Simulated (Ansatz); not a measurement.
Pd: pressure against volume scale

All results are calculated (Ansatz 0.2.0). Periodic Kohn-Sham DFT of a crystal at fixed atoms, scaled to volume_scale times the given cell; pressure positive in compression, energy less spherical unpolarised free atoms, largest_vzz the field gradient of largest size among the nuclei.

The cell before it is scaled or strained (space group Fm-3m, No. 225):
```
Pd
1.0
      0.0000     1.9449     1.9449
      1.9449     0.0000     1.9449
      1.9449     1.9449     0.0000
Pd
1
Direct
  0.00000 0.00000 0.00000
```

Settings of every row: method all-electron PAW; functional LDA; relativity scalar; k mesh 18x18x18; filling fermi-dirac; smearing width 0.05 eV; nucleus gaussian.

Atom start moment: 0 on all atoms.

```
row  volume scale  V (Å³/atom)  pressure (GPa)
  1          0.94       13.831           5.475
  2          0.96       14.125           0.358
  3          0.98       14.419          -4.125
  4          0.99       14.567          -6.151
  5             1       14.714          -8.047
  6          1.01       14.861          -9.819
  7          1.02       15.008               ?
  8          1.06       15.597          -17.06
```

Question: what pressure should row 7 give?

Worked fit of pressure. Take u = (V_r/V)^(2/3) − 1 with V_r = 14.567 Å³ an atom, which is twice the finite (Eulerian) strain; such expansions in the strain, on which the Birch-Murnaghan equation of state is built, carry the rest volume and the bulk modulus. The shown rows have u = 0.03517, 0.02075, 0.00683, 0, -0.00667, -0.01323, -0.04452. Least squares give pressure = −6.1569 + 290.769 × u + 1089.44 × u² + 1331 × u³ GPa; a parabola predicts inner rows, each left out in turn, worse (root mean square 0.02 against 0.0059 GPa). The rows lie off it by 0.000, 0.000, -0.005, 0.006, 0.001, -0.003, 0.000 (root mean square 0.0032 GPa). The pressure vanishes at u = 0.0197, or V = 14.15 Å³ an atom, and there the bulk modulus at fixed shape and fractions is B = −V dP/dV = (2/3)(1 + u) dP/du = 228 GPa. The withheld row has u = -0.01969, so the fit gives −6.1569 + 290.769 × (-0.01969) + 1089.44 × (-0.01969)² + 1331 × (-0.01969)³ = -11.470 GPa.

The calculation gave -11.473 GPa. The fit lies 0.003 GPa (0.013 % of the column's range) above it; its largest miss of a shown row is 0.006 GPa.
